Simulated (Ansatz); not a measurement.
## TaN: the change of energy above lowest point with volume scale

Free energy against uniform scaling of the volume at fixed shape and fractions; periodic cell, basis, potentials, k mesh and filling as listed. The results are calculated, by Ansatz 0.2.0.

The cell before it is scaled or strained (space group Fm-3m, No. 225):
```
cell vectors (Å)
   0.0000     2.1790     2.1790
   2.1790     0.0000     2.1790
   2.1790     2.1790     0.0000
atoms (fractions of the cell vectors)
Ta  0.50000  0.50000  0.50000
N   0.00000  0.00000  0.00000
```

Settings of every row: functional PBEsol; dispersion D3(BJ)+ATM; potentials PAW; wave cutoff 420 eV; density cutoff 1680 eV; k mesh 11x11x11; k shift 0x0x0; occupations fermi dirac; smearing width 0.01 eV; spin none.

Limits: coarse k mesh, up to 40 meV an atom off; no spin-orbit coupling, which can matter with elements this heavy.

| row | volume scale | V (Å³/atom) | energy above lowest point (meV/atom) |
| --- | --- | --- | --- |
| 1 | 0.88 | 9.104 | 204.3 |
| 2 | 0.92 | 9.518 | 81.2 |
| 3 | 0.96 | 9.932 | 16.9 |
| 4 | 1 | 10.346 | 0 |
| 5 | 1.04 | 10.76 | 21.1 |
| 6 | 1.08 | 11.174 | ? |
| 7 | 1.12 | 11.587 | 149.1 |

Question: what energy above lowest point should row 6 give?

Worked fit of energy above lowest point. Take u = (V_r/V)^(2/3) − 1 with V_r = 10.139 Å³ an atom, which is twice the finite (Eulerian) strain; such expansions in the strain, on which the Birch-Murnaghan equation of state is built, carry the rest volume and the bulk modulus. The shown rows have u = 0.07442, 0.04304, 0.01385, -0.01338, -0.03886, -0.08515. Least squares give energy above lowest point = 3.17 + 608.4 × u + 27736 × u² + 5454 × u³ meV/atom; a parabola predicts inner rows, each left out in turn, worse (root mean square 0.89 against 0.046 meV/atom). All shown rows lie on it to the printed digit. Its lowest point lies at u = -0.0110, or V = 10.31 Å³ an atom, and the curvature there gives the bulk modulus at fixed shape and fractions, B = (4/9)(1 + u)² E″(u)/V = 372 GPa. The withheld row has u = -0.06275, so the fit gives 3.17 + 608.4 × (-0.06275) + 27736 × (-0.06275)² + 5454 × (-0.06275)³ = 72.9 meV/atom.

The calculation gave 72.8 meV/atom. The fit lies 0.1 meV/atom (0.049 % of the column's range) above it, one unit of the last digit.
